**Problem: the two lowest levels of 4f¹⁰ ⁵I in Dy²⁺**

The table gives low levels of Dy²⁺ from a relativistic configuration-interaction calculation on Dirac orbitals. A level is labelled by its configuration, its leading term $^{2S+1}L$ (o marks odd parity) and its total angular momentum $J$. The weight is the share of that term in the eigenvector, and the energy is counted from the lowest level. The two shifts say how far a level moves, relative to the lowest level of the same run, when the P86 correlation estimate of the base run is removed or replaced by an LDA-type one. The results for ⁵I $J=8$ and $J=7$ are withheld.

Levels of Dy²⁺ from radial Dirac CI 1: Dirac–Coulomb–Breit CI with model QED and KLI orbitals optimised for each configuration (4f¹⁰ 5p⁶, 4f⁹ 5p⁶ 6s, 4f⁹ 5p⁶ 6p, 4f⁹ 5p⁶ 7s, 4f¹² 5p⁴). Valence Slater integrals are scaled by 0.85, and the base run adds a P86 correlation estimate. Energies are relative to 4f¹⁰ 5p⁶ ⁵I J = 8; shifts are changes from the base run.

| level | weight of the leading LS term, base (%) | energy, base (cm⁻¹) | shift with no correlation estimate (cm⁻¹) | shift with a local LDA-type correlation estimate for each configuration (cm⁻¹) |
| --- | --- | --- | --- | --- |
| 4f10 5p6 5I J=8 | ? | ? | ? | ? |
| 4f10 5p6 5I J=7 | ? | ? | ? | ? |
| 4f10 5p6 5I J=6 | 96 | 7139 | 0 | 0 |
| 4f9 5p6 6s 7Ho J=8 | 93 | 9208 | -7101 | 1009 |
| 4f10 5p6 5I J=5 | 92 | 9322 | 0 | 0 |
| 4f9 5p6 6s 5Ho J=7 | 59 | 10838 | -7102 | 1010 |
| 4f10 5p6 5I J=4 | 91 | 11041 | 0 | 0 |
| 4f9 5p6 6s 7Ho J=7 | 62 | 13133 | -7101 | 1010 |
| 4f9 5p6 6s 7Ho J=6 | 66 | 13850 | -7101 | 1010 |
| 4f10 5p6 5F J=5 | 77 | 15378 | -4 | 1 |

**(a)** Explain the pattern of the two shift columns, say what it does to the order of the levels, and predict both shifts of the withheld rows.

**Solution.** The shifts sort by configuration. The three known ⁵I rows do not move, and the four 4f⁹6s rows move together, by −7101 to −7102 cm⁻¹ without the estimate and by +1009 to +1010 cm⁻¹ with the LDA-type one. The spread of 1 cm⁻¹ is no larger than the rounding of a difference. This rigidity is built in: the calculation adds one correlation energy $\varepsilon_c$ to all diagonal elements of configuration $c$, so an unmixed level moves by $\delta\varepsilon_c-\delta\varepsilon_{4f^{10}}$ whatever its term. The columns therefore say nothing about how correlation differs between terms. That part is imitated by the scaled Slater integrals, which are the same in all three runs.

The sign is physics. Relative to no estimate, P86 raises 4f⁹6s by 7101 cm⁻¹ and the LDA-type estimate by 8111 cm⁻¹. The excitation takes an electron out of the compact 4f shell, where it shares a small volume with nine others and with the outer core, and puts it into a diffuse 6s orbital where the density is low. The correlation energy lost in the shell exceeds that gained outside, so 4f¹⁰ is stabilised more than 4f⁹6s. This is the standard cause; the numbers show its sign and size but do not split it by shell. Why P86 gives the smaller offset cannot be read from the table: the LDA-type estimate lacks gradient terms but also excludes self-correlation, so the two differ in more than one way.

The order of the levels depends on this one number. Without the estimate the four 6s rows lie between 2107 and 6749 cm⁻¹, all below ⁵I $J=6$ at 7139 cm⁻¹ and still above the ground level. With the LDA-type estimate ⁷H° $J=8$ rises above ⁵I $J=5$, and ⁵H° $J=7$ above ⁵I $J=4$. None of these orders is a prediction of nature, because this method can misplace a configuration by over 20000 cm⁻¹ when the number of f electrons changes, more than any 6s energy here. The gap of about 1010 cm⁻¹ between the two estimates is for that reason no error bar. The calculation also leaves out 4f⁹5d, a well-known low odd configuration of this ion, so the 6s rows are not the true lowest odd levels and lack their mixing with 5d.

The labels of the two 6s rows with $J=7$ (59 and 62 %) should be read loosely. A ⁶H core with $J_c=15/2$ or $13/2$ coupled to the 6s spin gives $J=7$ twice. Core spin-orbit coupling puts the $J_c=15/2$ state lower, and this state is mostly quintet; 4f–6s exchange puts the septet lower. Weights near 60 % are what a competition of the two produces. The table does not test this, but the magnetic hyperfine factors of the run support it: slightly negative for the lower row, large and positive for the upper, as for a 6s spin mostly opposed to $J_c=15/2$ and mostly aligned with $J_c=13/2$.

For an even level, mixing with another even configuration allows a small shift. A perturber at distance $\Delta$ with matrix element $V$ lowers the level by $V^2/\Delta$ and enters with weight $w=V^2/\Delta^2$. If the perturber moves by $\delta$, the level follows by $w\,\delta$, and its tabulated shift is $(w-w_0)\,\delta$, with $w_0$ the admixture in the ground level. The row ⁵F $J=5$ moves by −4 cm⁻¹. If the perturber moves by about as much as 4f⁹6s, then $w-w_0\approx 4/7101\approx0.06\,\%$. This is an order of magnitude only, because the unrounded shifts of this row do not stand in the same ratio as those of 4f⁹6s. The calculation holds two other even configurations, 4f⁹6p and 4f¹²5p⁴, and the table does not tell which of them acts. For a perturber of this kind the same relation bounds the three known ⁵I rows: a shift below 0.5 cm⁻¹ means that their admixture equals that of the ground level to within about 0.01 %.

Prediction: for $J=8$ the energy and both shifts are 0 by definition, since it is the reference level, and this is no foresight. For $J=7$, a member of the same term lying between $J=8$ and $J=6$, both shifts are 0 ± 1 cm⁻¹. The odd 6s levels cannot disturb it however close they come, because parity forbids the mixing.

**(b)** Show that the known ⁵I levels break the Landé interval rule, explain the direction of the departure, and predict the energy of $J=7$ and the weights of both withheld rows, with error bars.

**Solution.** Ten f electrons are four holes, for which the spin-orbit constant $\zeta$ changes sign. In the quintet the four hole spins are parallel, $\mathbf s_i\to\mathbf S/4$, so

$$-\zeta\sum_i \mathbf l_i\cdot\mathbf s_i\;\to\;-A\,\mathbf L\cdot\mathbf S,\qquad A=\zeta/4 .$$

The multiplet is inverted, and with $x=J(J+1)$ the energy above $J=8$ is $E=\tfrac12A\,(72-x)$, so that the interval between $J$ and $J-1$ is $AJ$. The table gives three values of $A$ that should agree: $(11041-9322)/5=343.8$, $(9322-7139)/6=363.8$ and, for the two lowest intervals together, $7139/15=475.9$ cm⁻¹. They grow towards the bottom of the ladder. A least-squares Landé fit to the three known levels with the zero at $J=8$ has $A=439.6$ cm⁻¹, misses $J=6$ by 545 cm⁻¹ and puts $J=7$ at 3517 cm⁻¹. If interval$/J$ keeps growing downwards, the lowest interval exceeds $8\times475.9=3807$ cm⁻¹.

The cause is spin-orbit coupling between terms. The operator changes $L$ and $S$ by at most one unit and conserves $J$. The f⁴ shell has no ⁵H or ⁵K term, so ⁵I couples directly only to the triplets ³K ($J=6$ to 8), ³I (5 to 7) and ³H (4 to 6). The $J$ dependence of each squared matrix element is a squared 6j symbol, which here factorises in $x$:

$$^3K:\ (x-20)(x-30),\qquad ^3I:\ (72-x)(x-20),\qquad ^3H:\ (56-x)(72-x).$$

Each factor vanishes where the triplet has no level of that $J$. For ³K it is $52\times42=2184$ at $J=8$, $36\times26=936$ at $J=7$ and $22\times12=264$ at $J=6$. For ³H it is 1872, 1092 and 420 at $J=4$, 5 and 6. The term with larger $L$ thus acts on the high-$J$ end and the term with smaller $L$ on the low-$J$ end. All triplets lie above ⁵I and push down. Both ends of the ladder are depressed more than the middle, which widens the interval next to $J=8$ and narrows those next to $J=4$, as the three values of $A$ show. The same matrix elements remove ⁵I weight, so purity should peak inside the multiplet. The known weights fall from 96 to 92 to 91 % as ³H gains. At $J=7$ there is no ³H level and the ³K factor is only $936/2184=0.43$ of its value at $J=8$, which makes $J=7$ the natural candidate for the purest level, provided that ³I is weak.

Since the factors are quadratic in $x$, second order with equal denominators makes $E$ a quadratic in $d=72-x$, and third order a cubic. The quadratic through the origin, fitted by least squares to the three known levels, leaves errors up to 53 cm⁻¹, a hundred times the rounding, and gives 4044 cm⁻¹ for $J=7$. The cubic passes through all three and can be done by hand. At $d=30$, 42 and 52 the ratio $E/d$ is 237.97, 221.95 and 212.33 cm⁻¹. Per unit of $d$, and from the unrounded ratios, it falls by 1.3345 between the first two points and by 0.9625 between the last two; the difference of these slopes divided by 22 is the second divided difference, 0.01691. At $d=16$,

$$E/d=237.97+1.3345\times14+0.01691\times14\times26=262.8,\qquad E=16\times262.8=4205\ \text{cm}^{-1}.$$

This has no residual to check it, and it stands 161 cm⁻¹ above the quadratic, so the series is not converged. The anchor at $J=8$ matters: a free quadratic through $J=6$, 5 and 4 alone would place $J=8$ at 1108 cm⁻¹ instead of zero, because those three rows carry little information on ³K.

The weights cannot be extrapolated by hand for the same reason. The only known row that contains ³K is $J=6$, where the factor is $2184/264=8.3$ times smaller than at $J=8$, so the rounding of half a per cent would grow to 4 %. The remedy is to diagonalise the Coulomb and spin-orbit operators in the whole four-hole space, which fixes the relative strengths of the triplets by angular algebra and sums all orders. The Slater integral $F^2$ and $\zeta$ were fitted by least squares to the four known 4f¹⁰ energies (three ⁵I and ⁵F $J=5$), with the zero at $J=8$ and with $F^4/F^2$ and $F^6/F^2$ held at rough recalled values, 0.63 and 0.45 in a first set and 0.67 and 0.49 in a second. The first set gives $\zeta=1780$ cm⁻¹ and reproduces the four energies within 2 cm⁻¹; the second misses by up to 33 cm⁻¹. With two constants and four data, the near-perfect first fit owes something to a fortunate choice of ratios. The weights were not fitted: the first set gives 95.8, 92.6 and 91.0 % against 96, 92 and 91 %, while ⁵F is less well described (78.3 and 82.4 % for the two sets, against 77 %).

The model confirms the angular argument within itself. Its ³K admixtures are 6.1, 2.6 and 0.7 % for $J=8$, 7 and 6, in the ratio $1:0.43:0.11$, against $1:0.43:0.12$ from the factors. Its ³I admixture never exceeds 0.5 %. Its ³H admixtures of 8.4, 6.2 and 2.9 % fall more slowly than the factors do ($1:0.74:0.35$ against $1:0.58:0.22$), so second order with one denominator is only qualitative at the low-$J$ end, which fits the poor showing of the quadratic.

The qualitative forecasts, with ranges set by judgement, are these. For $J=8$ the weight is 92–96 %, lost mainly to ³K. For $J=7$ the energy lies above the Landé fit and is more than half of the $J=6$ energy, and the weight is 96–98 %, the purest of the multiplet. The four-hole model puts the energy of $J=7$ at 4178 ± 44 cm⁻¹. It gives weights of 97.2 ± 2.1 % for $J=7$ and 93.7 ± 2.1 % for $J=8$, with bars that are no narrower than the forecast ranges. The energy bar is the distance to the second ratio set (4135 cm⁻¹), slightly larger than the worst error of 42 cm⁻¹ found when one known ⁵I level at a time was left out of the fit. The weight bar is the worst misfit on a known ⁵I row, 1.6 %, plus the rounding.

**(c)** The computed values follow. Compare them with the predictions, account for hits and misses, and say what carries over to a neighbouring ion.

The withheld rows as computed:

| level | weight of the leading LS term, base (%) | energy, base (cm⁻¹) | shift with no correlation estimate (cm⁻¹) | shift with a local LDA-type correlation estimate for each configuration (cm⁻¹) |
| --- | --- | --- | --- | --- |
| 4f10 5p6 5I J=8 | 94 | 0 | 0 | 0 |
| 4f10 5p6 5I J=7 | 97 | 4182 | 0 | 0 |

**Solution.** The three zeros of $J=8$ hold by definition. Both shifts of $J=7$ are 0, inside the forecast. The row contains a pointed case of the parity argument: without correlation the odd $J=7$ level at 3736 cm⁻¹ lies only $4182-3736=446$ cm⁻¹ below ⁵I $J=7$, having crossed it, and the even level does not move. Parity is built into the calculation, so this illustrates the rule and does not test it. It also extends the reordering of part (a): without the estimate two 6s rows fall below the first excited level of the ground term.

The energy of $J=7$ is 4182 cm⁻¹, above the Landé fit and more than half of the $J=6$ energy, as forecast. It lies 4 cm⁻¹ (0.1 % of the computed value) above the four-hole prediction, although this row was not part of the fit. The miss is of the size of the largest leave-one-out errors of the first ratio set, which are at most 4 cm⁻¹. The bar of 44 cm⁻¹ was still the honest one while the ratios were only recalled, for the second set falls 47 cm⁻¹ short. The Slater integrals of the run now settle the choice: their ratios are 0.62 and 0.45, almost those of the first set, whereas the second set is that of a hydrogenic orbital. The simpler forms rank by the order of perturbation theory that they keep. Landé is 665 cm⁻¹ low (16 % of the computed value), the quadratic 138 cm⁻¹ low (3 %) and the cubic 23 cm⁻¹ high (0.5 %).

The full ladder now shows the bending directly. Interval$/J$ runs 522.8, 422.4, 363.8 and 343.8 cm⁻¹ from the bottom to the top, where first order asks for one value. With the fitted $\zeta$ that value is 445 cm⁻¹, so only the lowest interval is wider than first order and the three others are narrower. The excess of the lowest is $4182-2\times1780=622$ cm⁻¹, and it can be set against the weights. Since a depression is $V^2/\Delta=w\Delta$, and the model's triplet admixture differs between the two levels by $6.1-(2.6+0.2)=3.3\,\%$, the effective distance to ³K is $622/0.033$, about $2\times10^4$ cm⁻¹. The run has a mostly ³K level with $J=8$ at 17798 cm⁻¹, so energies and weights tell one story. The estimate leans on a fitted $\zeta$ and ignores third order, and is good for the order of magnitude only.

The weights are 94 % for $J=8$ and 97 % for $J=7$, both inside the forecast ranges, with misses of −0.3 and +0.2 % that are smaller than the rounding. The sequence 94, 97, 96, 92, 91 peaks at $J=7$ as forecast, though only by one rounded unit over $J=6$, and the model's bar of 2.1 % was too wide to have guaranteed this order. The table shows that $J=8$ loses about 6 %; that the loss goes to ³K is argued from the selection rule, which leaves no other direct partner at $J=8$, and from the model.

The agreement has a limited meaning. The calculation and the model diagonalise nearly the same operators in the same shell, and part (a) showed that the spacings of the ⁵I levels hardly change when the other configurations are shifted, so the hit shows that the listed 4f¹⁰ energies reduce to two effective constants once the two Slater ratios are chosen. It does not validate the calculation, which carries a warning on all rows that the fine structure of a weakly bound d or f electron outside closed shells comes out too small or inverted. Whether the ⁵I intervals of the compact 4f shell suffer from this is not tested here, since the model was fitted to the same computed levels. The model has no Breit terms and no difference between the 4f$_{5/2}$ and 4f$_{7/2}$ radial functions; whatever these contribute is largely absorbed by the fitted $\zeta$ and $F^2$, which are effective constants. They still lie within about 1 % of the integrals of the run, $\zeta=1801$ cm⁻¹ and, after scaling, $F^2=94716$ cm⁻¹. The purity of the multiplet also depends on the scale of 0.85, because the triplet distances are proportional to the Slater integrals, and since that scale was chosen together with P86 on measured levels, agreement with a spectrum would be no blind test.

The angular factors carry over to any f¹⁰ or f⁴ ion. The lost weight scales roughly as $(\zeta/F^2)^2$, so an f¹⁰ ion with a larger ratio has a more strongly bent ladder, with the purity still highest near $J=7$ and 6. In f⁴ the multiplet is upright and $\zeta$ is smaller, but both ends are again pushed down, so the intervals nearest the ground level, now between $J=4$ and 5 and between $J=5$ and 6, should be wider than first order gives, and that between $J=7$ and 8 narrower. Levels of the ground term were reproduced here to within tens of cm⁻¹ of the computed values, whereas a level with a different f count inherits the whole uncertainty of the configuration offset.
